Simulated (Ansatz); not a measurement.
What spin-orbit coupling changes at the BiTe (1 1 1) surface (Ansatz, computed).

Miller indices refer to the conventional cell of Fm-3m (No. 225), a = 6.502 Å, b = 6.502 Å, c = 6.502 Å, α = 90.00°, β = 90.00°, γ = 90.00°.

The slab after a scalar-relativistic relaxation:

```yaml
crystal:
  lattice:
    - [4.59788, 0.00000, 0.00000]
    - [-2.29894, 3.98188, 0.00000]
    - [0.00000, 0.00000, 26.26247]
  atoms:
    - { symbol: Bi, position: [0.33333, 0.66667, 0.28872] }
    - { symbol: Te, position: [0.66667, 0.33333, 0.35239] }
    - { symbol: Bi, position: [0.00000, 0.00000, 0.43002] }
    - { symbol: Te, position: [0.33333, 0.66667, 0.50000] }
    - { symbol: Bi, position: [0.66667, 0.33333, 0.56998] }
    - { symbol: Te, position: [0.00000, 0.00000, 0.64761] }
    - { symbol: Bi, position: [0.33333, 0.66667, 0.71128] }
```

Theory: PBE in Ansatz, plane waves and PAW, once scalar-relativistic and once with spin-orbit coupling.

Plane waves to 420 eV, a k mesh through Γ of 9×9×1 on the computed 7-atom cell and Gaussian smearing (0.10 eV). A dipole correction removes the field between periodic images along c.

The slab is computed again with spin-orbit coupling at the same atoms and cell.

Without spin-orbit coupling:

```yaml
Work_function_top_face_eV: 4.086
```

(1) What does spin-orbit coupling change?

This is one of several terminations of the plane, and another can be more stable.

On a slab of finite thickness, changes under about 0.01 J/m² or 0.05 eV aren't settled. 

Results:

(1) 
| quantity | without | with spin-orbit coupling |
| --- | --- | --- |
| work function, top face (eV) | 4.086 | 3.728 |

The work function changes by -0.36 eV. At these atoms the largest force component with spin-orbit coupling is 0.168 eV/Å, so a relaxation with it would move them a little.

Spin-orbit coupling lowers the work function of this Bi-terminated face from 4.086 to 3.728 eV, a shift large enough to matter for band alignment or electron emission. Because both values belong to the same atomic positions, the change is electronic and not structural.

Its origin is most likely the heavy Bi atom, whose valence p shell is strongly split by spin-orbit coupling, while the Te p states are affected less. In rock-salt BiTe, Bi brings more electrons than Te can accept, and the Bi-rich slab adds to this excess, so Bi p states should be partly filled at the Fermi level. The splitting alone doesn't explain the sign, however: filling the lowered p component first would tend to pull the Fermi level down and raise the work function. The decrease therefore suggests that rehybridisation with Te, changed band dispersion or a smaller surface dipole outweighs that effect. Separating a Fermi-level shift from a dipole change would require the electrostatic potential inside the slab as a common reference.
